Counting electrons in a stretched crystal: TiCo₃

Question

A cubic cell of TiCo₃ holds one titanium and three cobalt atoms. Each titanium has twelve cobalt neighbours, and each cobalt has four titanium and eight cobalt neighbours at the same distance. The calculation treats 63 electrons explicitly and assigns them to the atomic shells 3s, 3p, 3d and 4s by Löwdin projection. Roughly one electron in eighty finds no place in these shells. The table lists this remainder per four-atom cell, as "electrons outside these shells", against the volume per atom.

Cubic TiCo₃ (Pm-3m, four-atom cell) at fixed volumes, computed with Ansatz 0.2.0: r2SCAN, scalar-relativistic, PAW, plane waves up to 500 eV, collinear spin, 12×12×12 k mesh, Gaussian smearing of 0.1 eV. Electrons outside these shells are the 63 explicit electrons per cell minus the Löwdin populations of the 3s, 3p, 3d and 4s shells.

```
volume (Å³/atom)  shortest distance (Å)  electrons outside these shells (e)
          10.848                  2.485                               0.780
          11.194                  2.511                               0.800
          11.540                  2.537                               0.810
          11.710                  2.549                                   ?
          11.801                  2.555                                   ?
          11.886                  2.562                               0.830
          12.232                  2.586                               0.840
```

(a) Why does the remainder grow when the crystal is stretched?
(b) Is it enough to say that a larger cell has more room between the atoms?
(c) Predict the two missing values, with an error bar.
(d) May the remainder be read as charge that the atoms have lost?

Model answer

(a) The remainder has a definite meaning only through what the list of shells leaves out. Both metals have 4p orbitals not far above 4s, and in a solid these mix into broad bands that extend between the atoms. The list contains no 4p shell. An electron with p-like character, or one too spread out for the fixed atomic orbitals, therefore ends up in the remainder.

Stretching favours such electrons. The broad sp bands resemble electrons in a box, whose kinetic energy falls as the inverse square of the box length, that is, as volume to the power −2/3. A volume increase of 6 % lowers that energy by about 4 %. The 3d bands change too, and their width is even quite sensitive to the distance between the atoms, but their centre is expected to move much less. Since all bands are filled up to one common Fermi level, sp bands that sink relative to 3d take electrons from it. This is the familiar transfer from sp to d under compression, run backwards.

The shell populations of the same calculations, available for the known rows at 11.194 and 11.886 Å³/atom, show the pattern that this argument requires. Between these volumes the 3d shells lose about 0.10 e per cell, while 4s gains 0.04 e and the remainder 0.03 e. The other 0.02 e appears in the full 3s and 3p shells, an effect of the counting that the remarks take up. What leaves 3d is thus found partly in the sp shell that is listed and partly outside the list.

The spins add a detail that this simple argument does not contain. The total moment hardly changes, so each spin keeps nearly its number of electrons and any gain must be paid for within that spin. The minority-spin remainder rises from 0.523 to 0.554 e, while the majority-spin one stays near 0.28 e. The minority spin is also where most of the net 3d loss occurs. A likely reason is that the majority 3d shell of cobalt is nearly full, with about 4.6 of 5 electrons. Few of its states should then lie near the Fermi level, where a shift of the bands could empty them. The net figures hide a larger exchange between the metals: as the opposed moments grow, majority-spin 3d weight falls on titanium and rises on cobalt, while minority-spin weight does the reverse. How the shift divides between the spins depends on the site moments, which r2SCAN tends to make too large in metals of this kind.

(b) No. In its simplest reading, the idea of more room makes the remainder grow too fast. If the unassigned electrons filled the cell at a fixed density, their number would grow in proportion to the volume. From the smallest to the largest cell the volume grows by 12.8 %, but the remainder by only 7.7 %. A proportional law fitted to the five known rows misses both ends by about 0.02 e, which is well beyond the rounding of the table.

(c) The five known rows belong to one kind of state: metallic, cubic, with cobalt and titanium moments opposed and changing smoothly. Within one state the remainder should be a smooth function of volume, and over so narrow a range a smooth function is nearly a straight line. Let N be the remainder in e per cell and V the volume in Å³/atom. A least-squares line through the five known rows gives

N = 0.812 + 0.0434 × (V − 11.540)

For the first missing row, which took no part in the fit, this becomes

N(11.710) = 0.812 + 0.0434 × 0.170 = 0.819

and the same step for 11.801 Å³/atom gives 0.823. The forecast is therefore 0.82 e for both rows, each with a range of 0.81 to 0.83 e. The half-width of 0.01 e is about twice the typical miss when each known row in turn is left out of the fit. The line puts the second value slightly higher, but by less than the table can resolve, so no visible difference between the two is predicted.

The range assumes that the missing rows are in the same magnetic state as their neighbours. No search established that any of these states is the lowest, and the run at 11.710 Å³/atom carries a warning that it may have had too little room for its moment to grow. A different state there could put the value outside the range.

The withheld rows as computed:

```
volume (Å³/atom)  shortest distance (Å)  electrons outside these shells (e)
          11.710                  2.549                               0.820
          11.801                  2.555                               0.830
```

The first forecast is right to the last printed digit. The second is 0.01 e too low: the computed 0.83 e lies at the upper edge of the range. The expectation that the two rows would look alike also failed, since they differ by one unit in the last digit. The moments give no sign of a different magnetic state: on both metals, those of the two runs lie between the moments of the neighbouring known rows.

(d) No. The remainder is weight that has not been assigned to any atom, so charges taken from the listed shells alone cannot add up to a neutral cell. At 11.194 Å³/atom the listed shells of a cobalt atom hold 16.77 of its 17 electrons, which would make cobalt positive by 0.23 e, and titanium would be positive as well, by 0.10 e. A Bader analysis at 11.540 Å³/atom, which divides all of space among the atoms, makes cobalt negative by 0.46 e and titanium positive by 1.38 e. The remainder alone does not explain this difference, since shared among the cobalt atoms it would give each only 0.27 e more. The two methods also divide the assigned electrons differently. To learn which metal draws electrons, the second kind of count is the safer guide, though the size of a Bader charge depends on where the boundaries between the atoms fall.

Remarks on the reasoning

The miss in (c) is small enough to come largely from rounding, both of the known values and of the revealed one. The shell populations give the remainder with more digits at two of the known volumes: 0.798 e at 11.194 and 0.830 e at 11.886 Å³/atom. A line through these two points gives, at 11.801 Å³/atom,

N = 0.798 + 0.032 × (0.607 / 0.692) = 0.826

which rounds to the computed 0.83 e. The same line gives 0.822 e at 11.710 Å³/atom, and the shell populations of that row, withheld until the reveal, give 0.822 e as well. Carried on to 12.232 Å³/atom it gives 0.846 e, slightly more than the 0.84 e of the table allows, so the true curve probably bends a little and this line is safe only between its two points. This was worked out after the reveal and so earns no credit as a prediction, but the populations were at hand beforehand and would have made the better starting point.

The two revealed rows do not help with (b). The straight line and the proportional law cross close to the equilibrium volume, so they nearly agree at both missing rows, and the proportional law even comes closer at the second. Only the ends of the series separate them. A law should be tested where its competitors disagree, which is seldom in the middle of the data. The printed output after this text shows both fits.

The weakest link is in (a). The populations show where the count changes, but not that real electrons have moved between bands. A warning comes from the 3s and 3p shells, which are full and have no room to gain electrons. Their count nevertheless rises by 0.02 e between the same two volumes, most likely because the projection has to disentangle overlapping orbitals and the overlap shrinks as the atoms separate. This artefact is not much smaller than the rise of the remainder itself.

The trend also cannot continue without limit. Free titanium and cobalt atoms keep their outer electrons in 3d and 4s, so at very large separation the remainder must shrink towards zero. The loss from 3d may well go on, because the free atoms have two and seven 3d electrons where titanium and cobalt in this crystal have about 3.0 and 7.9. In the end, though, those electrons must settle in 4s, which is on the list. Only the growth of the remainder belongs to volumes near equilibrium.

What the table leaves open is how much of the rise is true p-like filling and how much is the failure of fixed atomic orbitals to describe a stretched crystal. Repeating the count with a 4p shell on both metals would be the first step towards an answer.

Printed output of the fit:

```
fit of e on 5 rows: constant 0.812 +/- 0.0014, coefficient of dv 0.04335 +/- 0.0029; rms 0.00245, worst 11.194 -0.003, leave-one-out rms 0.00431
  rows outside the fit (model, value, miss): 11.71 0.8194, 0.82, -0.00063; 11.801 0.8233, 0.83, -0.00668
fit of e on 5 rows: coefficient of vol 0.07032 +/- 0.00058; rms 0.0134, worst 12.232 0.0201, leave-one-out rms 0.0168
  rows outside the fit (model, value, miss): 11.71 0.8234, 0.82, 0.00339; 11.801 0.8298, 0.83, -0.000207
Rise of the count from smallest to largest volume (e per cell): 0.06
Same rise in percent: 7.692
Rise of the volume over the same range in percent: 12.76
Change of Ti 3d from 11.194 to 11.886 (e per cell): -0.0464
Change of Co 3d, three atoms, same step (e per cell): -0.0492
Change of all 3d, same step (e per cell): -0.0956
Change of all 4s, same step (e per cell): 0.0435
Change of all 3s and 3p, same step (e per cell): 0.0202
Change of the unassigned remainder, same step (e per cell): 0.0319
Majority-spin remainder at 11.194 (e per cell): 0.2753
Majority-spin remainder at 11.886 (e per cell): 0.2758
Minority-spin remainder at 11.194 (e per cell): 0.5227
Minority-spin remainder at 11.886 (e per cell): 0.5541
```
